Dear colleague,

The rule that a hybrid functional inflates the Stoner parameter of your cobalt contact films assumes that Fock exchange acts only between orbitals on one atom. Here is what dropping that assumption costs.

Conventions. A global hybrid replaces a fraction a of semilocal (sl) exchange by Fock exchange; a = 1/4 in PBE0. N↑ and N↓ count d electrons per atom in orthonormal Wannier orbitals, N = N↑ + N↓, M = N↑ − N↓ (the spin moment in μB), T = 0, e² = 14.40 eV Å. The exchange gain is −I M²/4, so spin levels split by I M. To first order in a, the energy at fixed M changes by a(Ex(Fock) − Ex(sl)), evaluated on the semilocal density matrix ρσ.

On one site, with each orbital holding Nσ/(2l+1), the exchange integrals sum to (2l+1)(U + 2lJ). For d, U = F⁰ and J = (F² + F⁴)/14, the unscreened Slater integrals. Since N↑² + N↓² = (N² + M²)/2,

I(Fock) = (U + 2lJ)/(2l+1),
I(a) = I(sl) + a[I(Fock) − Ix(sl)] ≈ I(sl) + a(U − J)/5,

the last form for d with Ix(sl) ≈ J.

The assumption entered when only the on-site block of ρσ was kept. It cannot be exact. Add a constant C to the interaction: U rises by C and the formula raises I(Fock) by C/5, yet the true Fock energy changes by −CN/2, whatever M is.

Keep the other sites as point charges, V(R) = e²/R:

E(inter) = −½ Σσ Σ(R≠0) V(R) Pσ(R), Pσ(R) = Σ(m,m′) |ρσ(0m,Rm′)|².

A determinant has ρσ² = ρσ. For an isolated d band the trace of this over the five orbitals of site 0 reads Nσ²/5 + Σ(R≠0) Pσ(R) = Nσ. Summed over spin, the off-site weight is N − (N² + M²)/10. Magnetising at fixed N thus removes M²/10 from the bonds, just what the on-site block gains. Let ΔP(R) be the change of P↑ + P↓ from moment 0 to M, and w(R) = −ΔP(R)/(M²/10), so that Σw = 1. Then ΔE(inter) = +V̄M²/20 with V̄ = Σ w(R)V(R). Equating this to −δI M²/4 gives δI(Fock) = −V̄/5 and

I(a) ≈ I(sl) + a(U − V̄ − J)/5.

The constant C now cancels. Jellium is the limit where everything is counted: local exchange equals the Fock energy of plane waves, −3e²k/4π per electron for each spin's Fermi wavevector k. The energy as a function of uniform polarisation, and so the uniform susceptibility, does not depend on a.

For cobalt I take an ideal hcp lattice with neighbour distance d ≈ 2.50 Å, so e²/d = 5.76 eV, and a full majority band. M = 1.6 is chosen to reproduce the typical spin moment. The holes per orbital are h = 0.16 in each spin without magnetism and 2h = 0.32 in the minority band alone with it. As a model, the holes of each orbital fill a sphere, (kd)³ = 6π²√2 × (hole fraction), giving k₁d = 2.38 and k₂d = 2.99. The diameter 5.99 is below 7.26, the shortest reciprocal vector (in 1/d) with nonzero structure factor, so ρσ stays idempotent. Off site |ρσ| = (hole fraction) × |f(kR)|, with f(x) = 3(sin x − x cos x)/x³. With M = 10h, a shell of z neighbours carries

w = z[f(k₁R)² − 2f(k₂R)²].

(R/d)²   z    w
1        12   0.57
2        6    0.33
8/3      2    0.02
3        18   −0.10
11/3     12   −0.18

The fifteen shells out to 3d hold 0.92 of the weight and give V̄ = 0.77 e²/d = 4.4 eV; an Ewald split of 1/R, which includes the tail, gives the same two figures.

Take the approximate inputs U ≈ 24 eV, J ≈ 1.2 eV, I(sl) ≈ 1.0 eV. On site, PBE0 adds 1.14 eV to I. The correction is −aV̄/5 = −0.22 eV (−0.29 eV if all weight sat on nearest neighbours), or 19 per cent of the enhancement. The model's I falls from 2.14 to 1.92 eV, and the extra stabilisation of the ferromagnet from 0.73 to 0.59 eV per atom. Read these to one decimal: 2 eV of doubt in U moves I by 0.10 eV, half the correction. The weights depend on band shape, and real cobalt has several d sheets and d–sp mixing, which moves weight onto elements with other Coulomb integrals. I would trust V̄ only as a few eV.

For your spectra, the correction does not appear as a smaller rigid splitting. The intersite Fock operator −aV(R)ρσ(R) has no on-site part, so the band centres stay split by the on-site I M = 3.4 eV, up from 1.6 eV. It changes widths instead. It vanishes for the full majority band. In the minority band, with f(k₂d) = 0.348, it adds 0.16 eV to a nearest-neighbour hopping that is W/12 = 0.37 eV for a rectangular band (W²/12 = 12t²) of approximate width W ≈ 4.4 eV, with the sign that widens the band. The model's moment cannot grow, since the majority band is full; a larger one needs d charge moved to sp states, which I left out. The 3.4 eV is the model's figure for the hybrid, and it lies two to three times or more above the 1 to 1.5 eV typical of cobalt photoemission, because the global hybrid leaves its fraction of U unscreened in a metal.